The static $2^L$-pole polarisability $\alpha_L$ measures the multipole moment that a weak external field of the same symmetry induces in an atom or ion: a uniform field for the dipole ($L=1$, in bohr³) and a field gradient for the quadrupole ($L=2$, in bohr⁵). For the free closed-shell ion Os⁸⁺, [Xe]4f¹⁴ with 5d and 6s empty, it was computed in relativistic RPA, in which every orbital responds to the applied field and to the field of the charge induced in all the others. The totals are $\alpha_1 = 1.43$ bohr³ and $\alpha_2 = 1.49$ bohr⁵. The six 5p electrons supply 87% of the first and 72% of the second. One shell further in, a p subshell gives one to three thousand times less, and the printed parts span more than four orders of magnitude.

Subshell contributions to the static dipole and quadrupole polarisabilities of Os8+ (Z = 76), [Xe] 4f14, computed with B-spline many-body code 1. Relativistic RPA (time-dependent Dirac-Hartree-Fock) with the no-pair Dirac-Coulomb Hamiltonian, a B-spline basis and a finite nucleus of rms radius 5.4126 fm.

```tsv
subshell	dipole part (bohr³)	quadrupole part (bohr⁵)
1s1/2	n/a	n/a
2s1/2	n/a	n/a
2p1/2	n/a	n/a
2p3/2	n/a	n/a
3s1/2	n/a	n/a
3p1/2	n/a	n/a
3p3/2	2.774e-05	n/a
3d3/2	7.213e-05	n/a
3d5/2	0.0001191	1.653e-05
4s1/2	7.924e-05	0.0001436
4p1/2	9.697e-05	0.0001628
4p3/2	0.0004681	0.0006502
4d3/2	0.0009170	0.004712
4d5/2	0.001639	0.008228
5s1/2	0.007200	0.3147
5p1/2	0.3034	0.2456
5p3/2	0.9425	0.8294
4f5/2	0.07196	0.03456
4f7/2	0.1025	0.04982
```

A row label gives $n$, $l$ and $j$, and the subshell holds $2j+1$ electrons. The dipole parts add to 1.43098 against a total of 1.43093, and the quadrupole parts to 1.48799 against 1.48812, both within the rounding of the entries. Two things follow. The innermost electrons, 1s to 3p1/2, together add nothing beyond that rounding. And the parts belong to the coupled totals, not to the uncoupled 1.7345 bohr³ and 1.3555 bohr⁵, so each contains the influence of the other subshells and is not the polarisability of a subshell on its own.

Without that coupling, second-order perturbation theory gives for subshell $a$, in the common normalisation,

$$\alpha_L^{(a)} = 2\sum_{i\in a}\ \sum_{m\ \text{empty}} \frac{|\langle m|\,r^L P_L(\cos\theta)\,|i\rangle|^2}{\varepsilon_m-\varepsilon_i},$$

where $i$ runs over the electrons of the subshell, $m$ over bound and continuum orbitals, and $\varepsilon$ is an orbital energy. Three rules are contained in it. The numerator grows roughly as $\langle r^{2L}\rangle$ and the denominator as the gap, so large, weakly bound orbitals dominate. The dipole connects $l$ to $l\pm1$ and the quadrupole connects $l$ to $l$ and $l\pm2$, with s to s excluded. And only empty orbitals count: if $i$ and $m$ are both filled, the admixture of $m$ into $i$ is cancelled by the opposite admixture of $i$ into $m$, and the density does not change. The strongest transitions are generally those within one principal shell, where the two radial functions peak at similar distances, so the first thing to ask of a row is whether its in-shell transition is open.

The row 5p3/2 meets every condition. It belongs to the outermost shell, its dipole transition 5p→5d is open because the ion has no 5d electrons, and the quadrupole reaches 5f and 6p. It gives 0.236 bohr³ and 0.207 bohr⁵ per electron, the largest values in both columns.

The energy scale of the dipole response can be estimated without a fitted constant. At low frequency $\alpha_1(\omega)=\sum_n f_n/(\omega_n^2-\omega^2)=S(-2)+\omega^2 S(-4)+\dots$, where $f_n$ and $\omega_n$ are oscillator strengths and excitation energies and $S(-k)=\sum_n f_n/\omega_n^{k}$. If one line of strength $f$ at $\bar\omega$ stands for the spectrum, then $\alpha_1=f/\bar\omega^2$ and $S(-4)=f/\bar\omega^4$. The same calculation gives $S(-4)=0.2167$ in atomic units, so $\bar\omega^2=1.4309/0.2167\approx 6.60$, $\bar\omega=2.57$ hartree or 70 eV, and $f=1.431\times6.60\approx9.5$. Of 68 electrons, about ten electrons' worth of strength does the work; the rest lies at energies that $1/\omega_n^2$ suppresses. The value 70 eV is an average weighted towards the lowest lines and is not a level of the ion. The picture fails when pushed to single subshells: six electrons at that energy give $6/6.60=0.91$ bohr³, which is 27% below the computed 5p sum of $0.9425+0.3034=1.246$ bohr³. Theory gives the direction of the error, since strength is not conserved shell by shell. Downward transitions from 5p to filled s and d orbitals would carry negative strength, and with these excluded the upward ones sum to more than one per electron. The 5p lines can also lie below the mean energy.

The row 5s1/2 is the irregular one. It holds 0.5% of the dipole and 21% of the quadrupole, a share 42 times larger. Per electron, 5p exceeds 5s by a factor of 58 in the dipole and by only 1.14 in the quadrupole, where 5s (0.157 bohr⁵) falls between 5p1/2 and 5p3/2. Size and gap act on both columns, so they alone would hardly make 5s so weak in one and so strong in the other. The selection rule, together with the filled 5p shell, can. An s electron has one dipole channel, s→p, and the in-shell member 5s→5p is blocked by the full 5p shell; what remains is 6p and above, where the radial integral largely cancels between lobes of opposite sign. The one quadrupole channel, s→d, leads to the empty 5d in the same shell. This is Pauli blocking, argued from the configuration; the numbers show its signature, not the channels themselves.

The row 4s1/2 serves as a control, because both 4p and 4d are filled and both in-shell channels are closed. From 4s to 5s the dipole part grows by 91 and the quadrupole part by about 2200. The first ratio compares a closed channel with a closed one; besides size and binding it holds the different coupling felt by 4s, deep inside the polarised 5p charge, and by 5s, which overlaps it. The second includes the opening of the in-shell channel. The p rows agree: 4p→4d and 4p→4f are blocked, 5p→5d and 5p→5f are open, and all four ratios of 5p to 4p lie between about 1300 and 3100.

Blocking is probably not the only thing that depresses inner dipole parts. If size alone ruled, the ratio of quadrupole part to dipole part would scale as $r^2$ and fall inwards. It is 0.8 to 0.9 bohr² for 5p but 1.4 to 1.8 bohr² for the more compact 4s and 4p. The dipole induced in the outer shell opposes the applied field inside it, and at the nucleus the effect is fixed exactly. In a field $E$ the whole ion feels the force $(Z-N)E$, while the electrons, being bound to the nucleus, must hand their share to it; the field acting there is therefore $(1-N/Z)E$. The computed dipole shielding factor 0.895 equals $68/76$, which checks the consistency of the calculation and leaves 10.5% of the field at the nucleus. That figure holds at $r=0$ only. The same limit applies to the amplified quadrupole field at the nucleus (see below), which says nothing about the field at the radii of the $n=4$ shell. Screening and blocking act together on that shell, and the run does not separate them. The screening argument does not carry over to 5s, which shares its region with 5p, so coupling need not lower its dipole part.

The 4f rows differ from the rest of their principal shell. The 4f orbital is nodeless and lies largely inside 5p, but the centrifugal barrier keeps it far more weakly bound than 4d, and both of its dipole channels are open: 4f→5d with a modest gap, and f→g into bound and continuum states. The run does not give the split between them. Per electron 4f is 17 times weaker than 5p in the dipole and 30 times in the quadrupole, in line with a penalty for compactness that rises with $L$ through $\langle r^{2L}\rangle$. Fourteen electrons turn this into shares of 12% and 6%, and in the dipole a 4f electron outdoes a 5s electron by 3.5. The filled 4f shell also acts on 4d, whose in-shell transition 4d→4f is closed, as is 4d→5p. Per electron 4d lies 49 times below 4f in the dipole but only 4.7 times below in the quadrupole, where neither subshell has an open in-shell channel and 4d responds through d→d, d→s and d→g to bound and continuum states outside its shell. Its quadrupole-to-dipole ratio of 5 bohr² is second only to the 44 bohr² of 5s, against 0.5 bohr² for 4f; screening of the dipole field contributes to it along with blocking.

Within each spin-orbit pair a count gives the baseline. If both $j$ had the same radial functions and energies, the sum over a full subshell would be spherical and the parts would stand as the occupations $2j+1$. For 5p this gives 2, against computed ratios of 3.11 and 3.38, so the count is 36% below the dipole value ($2/3.11=0.64$). For 4f it gives 1.33 against 1.42 and 1.44, low by 6.4% and 7.5%. In every pair that can be compared the upper $j$ responds more per electron, and the excess falls from p (1.55 to 2.41) through d (1.10 to 1.19) to f (1.07 to 1.08). The cause is standard: the $j=l-\tfrac12$ orbital is more tightly bound and more compact, most of all p1/2, whose small component has density at the nucleus, while d and f electrons are held away from the region where relativistic effects arise. Radius and gap push the same way and are not separated by these numbers. The excess is larger for 4p than for 5p, plausibly because the out-of-shell radial integrals left to 4p are small remainders of cancelling lobes and so change more with a shift in radius; this is not tested here.

Coupling lowers the dipole total by 17.5% relative to the uncoupled value but raises the quadrupole by 9.8% and the octupole by 21.3%. RPA adds two opposed terms: the Coulomb field of the induced charge, which stiffens the response, and the attraction between the excited electron and its hole, which lowers excitation energies. A plausible reading, not tested by the run, is that the first weakens as $L$ rises and the induced charge acquires more nodes, so that the second prevails. These shifts refer to totals and cannot be assigned to rows. The quadrupole field at the nucleus is amplified, not screened: the Sternheimer factor is about −43, reliable to two or three digits, the usual antishielding by radial p→p excitations.

The same rules suggest the direction of change for other closed shells, though none was computed here. Filling 5d would close 5p→5d, 4f→5d and 5s→5d at once, cutting the 5p dipole and 5s quadrupole parts and passing the response to 5d. Emptying 4f would open 4d→4f and raise the 4d dipole share. A higher nuclear charge at the same configuration shrinks the orbitals and widens the gaps, and the quadrupole, with its higher power of $r$, should fall faster than the dipole. All values refer to the free ion, not to osmium(VIII) in a compound, where the 5d orbitals share bonding electrons. RPA omits further correlation and the Hamiltonian has no Breit term, so the fourth figure of a part is numerical only, whereas contrasts of factors of ten to a thousand rest on shell structure.
